Random telegraph noise: one-sided versus two-sided spectra

Conventions. One trap switches the current between two levels: I = I₀ − ΔI·n, with n = 1 for the occupied trap. τc is the mean time to capture and τe the mean time to emission; both waiting times are exponential (Markov process). f is in Hz. Our noise plots show a one-sided density S(f), f ≥ 0, defined so that ∫₀^∞ S df is the variance. The atomic unit of time, 2.42×10⁻¹⁷ s, does not suit millisecond switching, so we use SI.

Autocovariance. The occupation obeys dp/dt = (1 − p)/τc − p/τe. It relaxes at the rate 1/τ = 1/τc + 1/τe to p∞ = τe/(τc + τe). A trap occupied at time 0 is occupied at t > 0 with probability P = p∞ + (1 − p∞)e^(−t/τ). Then C(t) = ΔI²(p∞P − p∞²), and C is even, so
C(t) = σ² e^(−|t|/τ), σ² = ΔI² p∞(1 − p∞) = ΔI² τcτe/(τc + τe)².

Example. An HfO₂ resistive memory cell with assumed, illustrative inputs: about 1 µA at 0.1 V (R = 100 kΩ), 300 K, ΔI = 50 nA, τc = 2 ms, τe = 8 ms, one active trap. Then τ = 1.6 ms, p∞ = 0.8, σ² = 400 nA², σ = 20 nA.

WRONG attempt, do not reuse
(W1) G(f) = ∫ C(t) e^(−2πift) dt over all t.
(W2) G(f) = 2σ²τ/[1 + (2πfτ)²].
(W3) Set S(f) = G(f) for f ≥ 0.
(W4) Wrong answer: S = 2ΔI²/{(τc + τe)[(1/τc + 1/τe)² + (2πf)²]}, plateau 1.28 nA²/Hz.

Symptom. Since ∫₀^∞ df/[1 + (2πfτ)²] = 1/(4τ), (W4) integrates to σ²/2 = 200 nA², while the two-level histogram of the same signal has variance 400 nA². The shape gives no warning: the corner fc = 1/(2πτ) = 99.5 Hz and the 1/f² tail slope are unchanged.

Faulty line. (W3). G is the two-sided density; it returns C(0) = σ² only when integrated from −∞ to +∞. For a real signal G(−f) = G(f), so folding onto f ≥ 0 gives S = 2G.

Mended calculation.
S(f) = 4∫₀^∞ C(t) cos(2πft) dt = 4σ²τ/[1 + (2πfτ)²].
Divide numerator and denominator by τ² and use σ²/τ = ΔI²/(τc + τe):
S(f) = 4ΔI²/{(τc + τe)[(1/τc + 1/τe)² + (2πf)²]}.
This is the Lorentzian of Machlup (1954), and ∫₀^∞ S df = 4σ²τ/(4τ) = σ².

Size of the error in the cell
- Plateau: 2.56 nA²/Hz = 2.56×10⁻¹⁸ A²/Hz, against 1.28 nA²/Hz. The wrong curve is 3.01 dB low at every f.
- Total rms: 20 nA, against 14.1 nA (29 % low).
- Variance below B is σ²(2/π)arctan(B/fc). For B = 1 kHz the rms is 19.4 nA, against 13.7 nA.
- Fitting (W4) to the correct spectrum with τc and τe fixed gives ΔI = 70.7 nA, 41 % above the step in the time trace.
- Fixing ΔI and τ instead needs p∞(1 − p∞) = 0.32, which exceeds the maximum of 1/4.

White backgrounds cannot hide the slip. The one-sided Johnson level 4k_BT/R is 1.7×10⁻⁷ nA²/Hz and full shot noise 2eI is 3.2×10⁻⁷ nA²/Hz, together more than six orders of magnitude below the missing 1.28 nA²/Hz. Further active traps add their own Lorentzians and their own variance to both spectrum and trace, so compare ∫S df with the variance of the whole trace over the same bandwidth.